**Q:** I have a crystal with one aluminium atom for every three gallium atoms, all bonded to nitrogen. Can I describe it with one charge per element?

**A:** For gallium you can, for nitrogen you can't. The sizes to remember are about 1.5 electrons lost by each Ga, about 2.4 lost by Al, and a change of about 0.2 electrons on N for each Al neighbour. These are Bader charges: space is divided between the atoms along surfaces where the electron density has a valley, and the electrons on each side are counted. A positive charge means electrons lost, a negative one electrons gained.

AlGa3N4, 8 atoms in the cell, space group Pm (6), conventional a = 5.142, b = 3.165, c = 5.479 Å, 11.15 Å³ an atom. Loewdin populations of the shells that the datasets hold (zero for a shell they lack, f left out), summed by atom and angular momentum, and Bader charges and volumes. Ansatz 0.2.0, plane-wave PAW, scalar-relativistic; functional PBEsol; no spin polarisation; cutoff 420 eV; k mesh 6×8×6.

| row | element | s electrons (e) | p electrons (e) | d electrons (e) | Bader charge (e) | Bader volume (Å³) |
| --- | --- | --- | --- | --- | --- | --- |
| 1 | Al | 0.58 | 1.32 | 0.00 | 2.42 | 4.10 |
| 2 | Ga | 0.82 | 1.46 | 9.98 | 1.54 | 9.50 |
| 3 | Ga | 0.82 | 1.46 | 9.98 | 1.54 | 9.55 |
| 4 | Ga | 0.82 | 1.46 | 9.98 | 1.54 | 9.62 |
| 5 | N | 1.40 | 4.38 | 0.00 | -1.76 | 14.07 |
| 6 | N | 1.40 | 4.45 | 0.00 | -1.97 | 15.37 |
| 7 | N | 1.40 | 4.32 | 0.00 | -1.55 | 12.90 |
| 8 | N | 1.40 | 4.39 | 0.00 | -1.76 | 14.07 |

**Q:** Which rows break the pattern, and by how much?

**A:** Rows 6 and 7. The mean charge of the four N atoms is −1.76 e, and rows 5 and 8 sit on it. Row 6 is more negative than the mean by 0.21 e, and row 7 is less negative by the same amount. The three Ga charges agree within 0.01 e, so the breaks on N are far larger than the scatter on Ga.

**Q:** What is different about those two nitrogen atoms?

**A:** The number of Al atoms they touch, as the geometry implies. Each N has four metal neighbours, and the edges of the cell have very nearly the ratios of wurtzite, the usual structure of GaN and AlN. The single Al repeats along the short edge b, so the Al atoms form rows. One N site bridges two successive Al atoms of a row, two other sites touch one Al each, and the last touches none.

I have no list of atomic positions to say which table row is which site. I therefore matched them by charge: two Al neighbours for row 6, one each for rows 5 and 8, none for row 7.

**Q:** Why should an Al neighbour make nitrogen more negative than a Ga neighbour does?

**A:** Picture each bond as an electron pair shared unequally, with the larger share on N. How unequal it is depends mainly on the two atoms that the bond joins. Gallium keeps more of its share because its filled 3d shell screens the nucleus poorly, so the outer 4s electrons are held tightly. Aluminium has no such shell and gives way more easily.

That is the theoretical argument, and the electron counts by shell fit it. Ga keeps 0.82 s electrons and Al only 0.58, while the p electrons differ less, 1.46 against 1.32. When Al takes the place of Ga, one of nitrogen's four bonds becomes more polar and the other three stay much as they were.

**Q:** Where on the nitrogen atom does the extra charge go?

**A:** Into the 2p shell, as far as the shell populations can tell; they show a smaller change than the Bader charges do. From row 7 to row 6 the p electrons rise by 0.14, while the s electrons change by less than 0.01. The 2s level lies deep and responds little to a change of neighbour. The 2p orbitals are the ones that form most of the bond with the metal, so they take up the shift.

**Q:** Can you predict the size of the breaks from the metal atoms alone?

**A:** Yes, with a simple sharing rule. Let each metal atom divide its lost charge equally among its four bonds, and let each N collect what its own four bonds bring. A Ga bond then brings 1.54/4 ≈ 0.39 electrons and an Al bond 2.42/4 ≈ 0.61.

For row 6, with two bonds of each kind, the estimate is −(2 × 1.54 + 2 × 2.42)/4 = −1.98 e. The table gives −1.97 e. The only charges that enter are those of Al and the average Ga, so the charge of row 6 itself was not used, apart from its rank in the matching.

**Q:** The crystal is neutral. Doesn't the rule have to work?

**A:** Neutrality fixes the mean of the N charges, so getting the mean right proves nothing. The order proves nothing either, since I used it to match the sites. Two results could have come out differently: the two N atoms with one Al neighbour have the same charge, and the step per Al neighbour is 0.21 e where the rule gives 0.22 e.

The first result is worth a second look. By the geometry, one of these two N atoms meets its Al along the polar axis of the crystal and the other meets it sideways. Their equal charges suggest that the kind of neighbour matters and its direction hardly does. The output below compares the rule with all four N rows; misses of up to 0.01 e remain, and I can't assign them a cause.

**Q:** Would another way of counting electrons tell the same story?

**A:** The same order, but with smaller numbers. Loewdin populations assign electrons to atomic orbitals instead of regions of space; subtracting them from the electrons that the free atom has in the same shells, 3d included for Ga, gives a charge. On this scale Al is more positive than Ga by 0.36 e, against 0.88 e by Bader. Both metals are formally 3+, so neither scale measures the oxidation state.

The sharing rule also does worse here. It predicts a step of 0.09 e per Al neighbour, and the N atoms show 0.07 e. The populations miss 0.17 electrons per cell, so the losses of the metals and the gains of nitrogen don't balance. The numbers don't tell which atoms the missing electrons belong to, so I can't say whether they explain the poorer result.

**Q:** Why is the Bader contrast between Al and Ga so much larger?

**A:** Probably because of where the dividing surface falls. The filled 3d shell makes Ga a larger body of electrons, which pushes the density valley outwards, towards N. Around Al the valley lies close to the small core, and most of the bond's electrons are counted as nitrogen's. The Bader volumes fit this picture: 4.1 Å³ for Al and about 9.6 Å³ for Ga.

The space that Al gives up passes to its N neighbours. If each metal atom had the same total room to share with nitrogen, N should grow by 1.36 Å³ per Al neighbour. The computed growth is 1.24 Å³ on average, so the assumption is good to about a tenth.

**Q:** What should I look at in a different arrangement of the same atoms?

**A:** Count the Al neighbours of each N before you look at the overall composition. Moving Al atoms around changes which N atoms are most negative, even when the formula stays the same. In a random alloy some N atoms would have three or four Al neighbours, and the rule would make them more negative still. This ordered cell has no such atom, so that extension is untested here.

The analysis program printed:

```
Charges in e (for cations the rule column repeats the Bader charge):
  row   Bader  bond rule  rule less Bader  Bader less N mean  Loewdin charge
    1   2.424      2.424                0                  0           1.099
    2   1.544      1.544                0                  0          0.7432
    3    1.54       1.54                0                  0          0.7359
    4   1.538      1.538                0                  0           0.738
    5   -1.76     -1.761         -0.00105           0.001025         -0.7856
    6  -1.974     -1.982        -0.008567            -0.2123         -0.8547
    7   -1.55     -1.541         0.009967             0.2108         -0.7142
    8  -1.761     -1.761         -0.00045           0.000425         -0.7877
Edge ratio c/b (ideal wurtzite 1.732): 1.731
Edge ratio a/b (ideal wurtzite 1.633): 1.625
Spread of Bader charge among Ga rows, e: 0.0065
Rms miss on N of one charge per element, e: 0.1496
Rms miss on N of the bond rule, e: 0.006596
Bader step per Ga replaced by Al, predicted from cations, e: 0.2208
Bader step per Ga replaced by Al, computed on N, e: 0.2116
Loewdin step predicted from cations, e: 0.09012
Loewdin step computed on N, e: 0.07025
Electrons per cell missed by the Loewdin populations: 0.1744
Volume step predicted from cations, cubic angstrom: 1.364
Volume step computed on N, cubic angstrom: 1.235
N p population, row 6 less row 7, e: 0.1354
N s population, row 6 less row 7, e: 0.0051
Loewdin s population, Ga mean less Al, e: 0.2447
Loewdin p population, Ga mean less Al, e: 0.1382
Bader charge, Al less Ga mean, e: 0.8833
Loewdin charge, Al less Ga mean, e: 0.3605
```
